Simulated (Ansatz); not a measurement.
# Errors in the dipole moment

8 molecules holding an element from Na to Cl; the dipole moment in D, computed less measured. Shapes, held fixed at every level: PBE0-D4/def2-TZVP. No vibrational averaging. Dipoles are compared by magnitude; molecules under 1 D, whose direction can flip, are left out. Programs: Ansatz 0.2.0. Measured values: NIST CCCBDB.

Levels: A = PBE-D4/def2-TZVPP; B = r2SCAN-D4/def2-TZVPP; C = B3LYP-D4/def2-TZVPP.

```json
{"molecule": "HBS (hydrogen boron sulfide)", "measured": "1.30", "A": "-0.10", "B": "+0.08", "C": "+0.07"}
{"molecule": "SO2 (sulfur dioxide)", "measured": "1.63", "A": "-0.09", "B": "-0.05", "C": "+0.10"}
{"molecule": "CH2ClF (chlorofluoromethane)", "measured": "1.82", "A": "-0.14", "B": "-0.05", "C": "-0.04"}
{"molecule": "CHCl2F (dichlorofluoromethane)", "measured": "1.29", "A": "-0.13", "B": "-0.06", "C": "-0.04"}
{"molecule": "SiH2Cl2 (dichlorosilane (DCS))", "measured": "1.13", "A": "-0.09", "B": "-0.02", "C": "+0.01"}
{"molecule": "SCl2O2 (sulfuryl chloride)", "measured": "1.81", "A": "-0.18", "B": "-0.13", "C": "+0.05"}
{"molecule": "C2H3ClF2 (1-chloro-1,1-difluoroethane)", "measured": "2.14", "A": "-0.08", "B": "+0.03", "C": "+0.01"}
{"molecule": "C3H7Cl (2-chloropropane)", "measured": "2.17", "A": "-0.11", "B": "+0.01", "C": "-0.05"}
```

Task: Sum up the errors.

Result: 
```json
{"level": "PBE-D4/def2-TZVPP", "kind": "GGA", "mean error": "-0.115", "mean absolute error": "0.115", "worst case": "SCl2O2"}
{"level": "r2SCAN-D4/def2-TZVPP", "kind": "meta-GGA", "mean error": "-0.024", "mean absolute error": "0.054", "worst case": "SCl2O2"}
{"level": "B3LYP-D4/def2-TZVPP", "kind": "global hybrid", "mean error": "+0.014", "mean absolute error": "0.046", "worst case": "SO2"}
```

On this set B3LYP-D4/def2-TZVPP has the smallest mean absolute error and PBE-D4/def2-TZVPP the largest. PBE-D4/def2-TZVPP is too low in 8 of 8. The smallest two are near a tie. The set is small.

PBE's error is largely a systematic underestimate of polarity, whereas B3LYP's near-zero mean partly reflects cancellation. B3LYP overshoots in all three sulfur compounds, while its errors for the carbon-halogen molecules are small and mostly negative. Both r2SCAN and B3LYP give a larger dipole than PBE in every molecule, probably because they curb the excessive delocalisation of charge from electronegative atoms back towards electropositive ones.

The two higher-level functionals part most clearly for SO2 and SCl2O2, where B3LYP gives the larger dipoles. Their S–O bonds are strongly polar, with much of the valence charge on oxygen, so a modest shift in the sulfur-oxygen charge balance changes the total moment appreciably. In SCl2O2 the S–O and S–Cl contributions also partly oppose each other, which makes the net dipole a sensitive difference. HBS does not follow this split, as r2SCAN and B3LYP overshoot almost equally there. A good dipole does not by itself establish an accurate density, since compensating regional errors can leave the first moment nearly unchanged.
